**Why can't Vegard's law and additive volumes both hold, and how large is the excess volume that Vegard's law implies?**

For a cubic solid solution such as rocksalt PbS–PbTe, people write either $a = x_A a_A + x_B a_B$ (Vegard) or $V = x_A V_A + x_B V_B$ (Zen), and both get called "ideal". Since $V \propto a^3$ they can't both be exact. What excess volume does Vegard's law imply, and what bowing of $a(x)$ would cancel it?

---

**Answer**

To leading order in the mismatch $\delta = a_B - a_A$, Vegard's law implies $V^E/V = -3x_Ax_B(\delta/a)^2$. A bowing term $+b\,x_Ax_B$ in $a$ adds $3b\,x_Ax_B/a$, and the two cancel for $b = \delta^2/a$. The Vegard result also has an exact closed form, derived below.

## Premises and conventions

1. A and B are end members with the same cubic structure, taken at the same $T$ and $P$. The mole fractions obey $x_A + x_B = 1$. In PbS–PbTe the mixing is on the anion sublattice, so $x_A$, $x_B$ are fractions of formula units.
2. The alloy is a single phase that is cubic on average, free of external constraint, with the same number $z$ of formula units per conventional cell at all compositions ($z = 4$ for rocksalt). Its cell volume is $v = a^3$ and its molar volume is $V = N_{\rm Av}a^3/z$, with $N_{\rm Av}$ the Avogadro constant.
3. The excess volume is $v^E = a^3 - v_Z$ with $v_Z = x_Aa_A^3 + x_Ba_B^3$. Zen's law is $v^E = 0$.
4. Shorthand: $p = x_Ax_B$, $q = x_A - x_B$, $a_V = x_Aa_A + x_Ba_B$, $\bar a = (a_A + a_B)/2$, $\eta = \delta/a_V$, $\epsilon = \delta/\bar a$.
5. Bowing is defined by $a = a_V + b\,x_Ax_B$, so $b>0$ puts $a$ above the Vegard line. Many semiconductor papers use the opposite sign.

Premise 3 is the thermodynamic notion of ideality. For an ideal solution $G = x_AG_A + x_BG_B + RT(x_A\ln x_A + x_B\ln x_B)$. The last term does not depend on $P$, so $V = (\partial G/\partial P)_{T,x} = x_AV_A + x_BV_B$. In general $V^E = (\partial G^E/\partial P)_{T,x}$. Vegard's law is an empirical rule for a length and has no such status.

## Step 1: exact excess volume on the Vegard line

Write each end member relative to $a_V$. From $x_A + x_B = 1$,

$$a_A = a_V - x_B\delta,\qquad a_B = a_V + x_A\delta .$$

The deviations $d_A = -x_B\delta$ and $d_B = x_A\delta$ have the composition-weighted moments

$$\langle d\rangle = -x_Ax_B\delta + x_Bx_A\delta = 0,$$
$$\langle d^2\rangle = (x_Ax_B^2 + x_Bx_A^2)\,\delta^2 = p\,\delta^2,$$
$$\langle d^3\rangle = (-x_Ax_B^3 + x_Bx_A^3)\,\delta^3 = p\,(x_A^2 - x_B^2)\,\delta^3 = pq\,\delta^3 .$$

The binomial expansion of $(a_V + d)^3$ terminates, so

$$v_Z = \langle (a_V+d)^3\rangle = a_V^3 + 3a_V\,p\,\delta^2 + pq\,\delta^3 .$$

Setting $a = a_V$ gives, without approximation,

$$\frac{v^E}{a_V^3} = -3p\,\eta^2 - pq\,\eta^3. \tag{1}$$

The first term is the leading result. The second is smaller by the factor $q\eta/3$ and vanishes at $x_A = x_B$. Dividing by $v_Z$ in place of $a_V^3$ changes the ratio only by a relative amount $3p\eta^2$.

Equation (1) factorises. The definitions give $a_V = \bar a - q\delta/2$, hence $3a_V + q\delta = 3\bar a - q\delta/2 = a_A + a_B + a_V$, and

$$v^E = -x_Ax_B\,\delta^2\,(a_A + a_B + a_V). \tag{2}$$

So $v^E<0$ at every intermediate composition whenever $\delta \ne 0$, whichever end member is larger. The reason is convexity: $a^3$ lies below its chord.

The form $3\bar a - q\delta/2$ shows that (2) is a Redlich–Kister series that stops after two terms:

$$v^E = x_Ax_B\,[L_0 + L_1(x_A - x_B)],\qquad L_0 = -3\bar a\,\delta^2,\quad L_1 = \tfrac12\delta^3. \tag{3}$$

Because $L_1/L_0 = -\epsilon/6$, the curve is nearly a symmetric parabola. The partial excess volume of B is $v^E + x_A\,dv^E/dx_B$. At $x_B\to0$ this is the slope of (2), $-\delta^2(2a_A + a_B) = L_0 + L_1$. By the same argument, dilute A in B has $-\delta^2(a_A + 2a_B) = L_0 - L_1$.

## Step 2: adding bowing

Let $a = a_V + bp$ and $\beta = b/a_V$. Then $a^3 = a_V^3(1 + 3p\beta + 3p^2\beta^2 + p^3\beta^3)$. Subtracting $v_Z$ from Step 1,

$$\frac{v^E}{a_V^3} = 3p\,(\beta - \eta^2) - pq\,\eta^3 + 3p^2\beta^2 + p^3\beta^3. \tag{4}$$

This is also exact. If $b$ is of order $\delta^2/a$, then $\beta$ is of order $\eta^2$, and the last two terms are of fourth and sixth order. The leading part is

$$\frac{V^E}{V} \simeq \frac{3x_Ax_B}{a}\left(b - \frac{\delta^2}{a}\right), \tag{5}$$

which vanishes for $b = \delta^2/a$. At this order $a$ may be $a_V$ or $\bar a$. The zero of the excess volume therefore sits at positive bowing, and an alloy with $0<b<\delta^2/a$ lies above the Vegard line while it contracts on mixing.

## Step 3: the bowing that gives Zen's law exactly

Zen's law means $a = a_Z = v_Z^{1/3} = a_V(1+u)^{1/3}$ with $u = 3p\eta^2 + pq\eta^3$. Using $(1+u)^{1/3} = 1 + u/3 - u^2/9 + \dots$ and $u^2/9 = p^2\eta^4 + O(\eta^5)$,

$$b_Z \equiv \frac{a_Z - a_V}{p} = \frac{\delta^2}{a_V}\left[1 + \frac{q\eta}{3} - p\,\eta^2 + O(\eta^3)\right].$$

The prefactor also depends on composition, since $1/a_V = \bar a^{-1}(1 + q\epsilon/2 + \dots)$. Adding $1/2$ and $1/3$,

$$b_Z = \frac{\delta^2}{\bar a}\left[1 + \frac56\,q\,\epsilon + O(\epsilon^2)\right]. \tag{6}$$

No constant $b$ removes $V^E$ at all compositions. The end values are exact ratios. At $x_B\to0$, equation (4) reduces to $v^E \to x_B[3a_A^2b - \delta^2(2a_A + a_B)]$, so $b_Z = \delta^2(2a_A + a_B)/3a_A^2$. At $x_A\to0$, $b_Z = \delta^2(a_A + 2a_B)/3a_B^2$.

## Step 4: what the excess volume does

Since $V^E = \partial G^E/\partial P$, a regular solution $G^E = \Omega x_Ax_B$ has $d\Omega/dP = L_0$ when $L_0$ is expressed per mole and $L_1$ is dropped. With one mixing site per formula unit, $\partial^2G/\partial x_B^2 = -2\Omega + RT/(x_Ax_B)$. This vanishes on the spinodal $T = 2\Omega x_Ax_B/R$, whose maximum is $T_c = \Omega/2R$. Therefore $dT_c/dP = L_0/2R$. A Vegard alloy has a miscibility gap that pressure narrows, while a Zen alloy has $d\Omega/dP = 0$.

## Step 5: how large the physical bowing can be

Steps 1 to 3 are geometry. They convert a given $a(x)$ into $V^E(x)$ and do not predict $b$. A simple elastic model shows that the physical contributions to $b$ rival $\delta^2/a$.

Force both components into one cell of volume $v$ with no local relaxation, so that $F(v) = x_AF_A(v) + x_BF_B(v)$. At negligible external pressure $dF/dv = 0$ gives $x_AP_A + x_BP_B = 0$. Take the Murnaghan form $P_i = (K_i/K')[(v_i/v)^{K'} - 1]$, which is the solution of $-v\,dP/dv = K_i + K'P$, with bulk moduli $K_i$ and a common pressure derivative $K'$. Solving for $v = a^3$,

$$a = \left(w_Aa_A^{n} + w_Ba_B^{n}\right)^{1/n},\qquad n = 3K',\qquad w_i = \frac{x_iK_i}{\bar K},\quad \bar K = x_AK_A + x_BK_B. \tag{7}$$

This is a power mean. Vegard's law is the power mean with $n=1$ and Zen's law the one with $n=3$, both with $w_i = x_i$. Expand about the weighted mean $a_w = w_Aa_A + w_Ba_B$, about which the variance is $w_Aw_B\delta^2$. Then $\langle a^n\rangle = a_w^n[1 + \tfrac12n(n-1)w_Aw_B\delta^2/a_w^2 + \dots]$, and the $n$-th root gives $a = a_w + \tfrac12(n-1)w_Aw_B\delta^2/a_w$. The shift of the mean is $a_w - a_V = (w_B - x_B)\delta = p\,\delta\,(K_B - K_A)/\bar K$. Treating $\epsilon$ and $(K_B-K_A)/\bar K$ as small and keeping second order, so that $w_Aw_B\to p$,

$$b \simeq \delta\,\frac{K_B - K_A}{\bar K} + \frac{3K' - 1}{2}\,\frac{\delta^2}{a}. \tag{8}$$

The stiffer component pulls $a$ toward its own value, and anharmonicity pushes $a$ up. For equal moduli and $n=3$, (8) returns $\delta^2/a$. The opposite limit, in which each component keeps its own zero-pressure volume, is Zen's law.

## Range of validity

- Equations (1) to (4) are identities under premises 1 and 2. The leading Vegard term has relative truncation error $|q\eta|/3$. Equation (5) needs $|b|\ll a$ as well, and the value $b = \delta^2/\bar a$ is off by the fraction $5|q\epsilon|/6$.
- Both end members must be taken in the alloy's structure. If one is stable in another structure, $a_B$ refers to a hypothetical phase.
- Vacancies or interstitials that change $z$ break the link between $a^3$ and $V$.
- An epitaxially strained film is not cubic, and its relaxed lattice constant must be recovered first.
- For fixed cell angles and Vegard behaviour on each axis, the moments of Step 1 give $v^E/v = -p(\eta_1\eta_2 + \eta_1\eta_3 + \eta_2\eta_3) - pq\,\eta_1\eta_2\eta_3$, with $\eta_k$ the mismatch on axis $k$ and $v$ the Vegard cell volume. This can be positive when the mismatches differ in sign.
- Inside a miscibility gap an incoherent two-phase sample has two lattice constants, and its volume is linear in overall composition between the coexisting phases.
- $a_A$, $a_B$ and $b$ depend on $T$ and $P$, so $L_0$ gives the slope $d\Omega/dP$ only at the state where they were taken.

## Numbers for PbS–PbTe

Take A = PbS and B = PbTe, with the measured 300 K lattice constants $a_A = 5.936$ Å and $a_B = 6.462$ Å as compiled by Hummer (2007). Then $\delta = 0.526$ Å, $\bar a = 6.199$ Å, $\epsilon = 0.0849$ and $\delta^2/\bar a = 0.0446$ Å. Rounding of the inputs in the last digit leaves $v^E$ uncertain by up to 0.4 % of its value. One Å$^3$ per cell is $0.15055$ cm$^3$ per mole of formula units.

The end-member cells have 209.16 and 269.84 Å$^3$. At $x_A = 1/2$ Zen's law gives 239.50 Å$^3$ ($a_Z = 6.210$ Å) and Vegard's law gives 238.21 Å$^3$, a difference of $-1.29$ Å$^3$.

| $x_{\rm PbS}$ | $a_V$ (Å) | $-3p\eta^2$ (%) | exact $v^E/a_V^3$ (%) | $V^E$ (cm$^3$/mol) | $a_Z - a_V$ (Å) | $b_Z$ (Å) |
|---|---|---|---|---|---|---|
| 0.05 | 6.436 | −0.095 | −0.093 | −0.037 | 0.0020 | 0.0419 |
| 0.50 | 6.199 | −0.540 | −0.540 | −0.194 | 0.0111 | 0.0446 |
| 0.95 | 5.962 | −0.111 | −0.114 | −0.036 | 0.0023 | 0.0476 |

The leading term is good to about 3 % near the ends. The exact $b_Z$ runs from 0.0417 Å at the PbTe end to 0.0480 Å at the PbS end, in line with the $\pm7$ % first-order spread of (6). In molar units $L_0 = -0.775$ and $L_1 = 0.011$ cm$^3$/mol. The partial excess volumes at infinite dilution are $-0.764$ cm$^3$/mol for PbTe in PbS and $-0.786$ cm$^3$/mol for PbS in PbTe. Since 1 cm$^3$/mol times 1 GPa is 1 kJ/mol, the Vegard plus regular-solution model has $d\Omega/dP = -0.775$ kJ mol$^{-1}$ GPa$^{-1}$ and $dT_c/dP \approx -47$ K/GPa, with 300 K inputs applied at a much higher temperature.

These are the numbers of the Vegard model. Three things limit their transfer to the real alloy.

First, PbS–PbTe is known to have a wide miscibility gap with little mutual solubility at room temperature. The middle row describes a hypothetical random alloy at 300 K, and the outer rows assume a single phase.

Second, the two laws are hard to tell apart. A shift in $a$ is mimicked by a composition shift of $(a_Z - a_V)/\delta$, which is 0.4 mol % at $x_{\rm PbS} = 0.05$ and 2 mol % at the midpoint. Single-phase samples are typically described as following Vegard's law approximately, but such a statement fixes the sign of $V^E$ only if it bounds $b$ below about $\delta^2/a$, with compositions obtained independently of $a$.

Third, the elastic terms are larger than the geometric one. With $K = (C_{11} + 2C_{12})/3$ and the measured elastic constants compiled by Oses (2018), temperature not stated (PbS: 126.15 and 16.24 GPa; PbTe: 105.3 and 7 GPa), $K_A = 52.9$ GPa and $K_B = 39.8$ GPa. Taking a typical $K'\approx4$ as input, the two terms of (8) at the midpoint are $-0.15$ Å and $+0.25$ Å, and they sum to 0.10 Å. The unexpanded form (7) gives $b = 0.09$ Å and $V^E/V\approx+0.6$ %, opposite in sign to the Vegard value. For $K' = 3$ and $5$ it gives $b = 0.03$ and $0.16$ Å, on either side of $b_Z$. This model strains each component by about 4 % and ignores the relaxation of the Pb–S and Pb–Te bonds, so it supplies the size of the competing terms and does not determine $b$. The sign of the real $V^E$, and with it the sign of $dT_c/dP$, is not settled by the end-member data.

The fully miscible cubic alloy Si–Ge shows the same point at a composition that exists. With approximate lattice constants 5.431 and 5.658 Å as inputs, $\delta = 0.227$ Å, $\delta^2/\bar a = 0.0093$ Å, and the Vegard model gives $V^E/V = -0.126$ % at the midpoint. The alloy typically lies below the Vegard line with $b\approx-0.027$ Å, a remembered typical value and not a measurement cited here. Inserted in (5) it gives about $-0.5$ %, so the pure Vegard model underestimates the contraction roughly 4 times.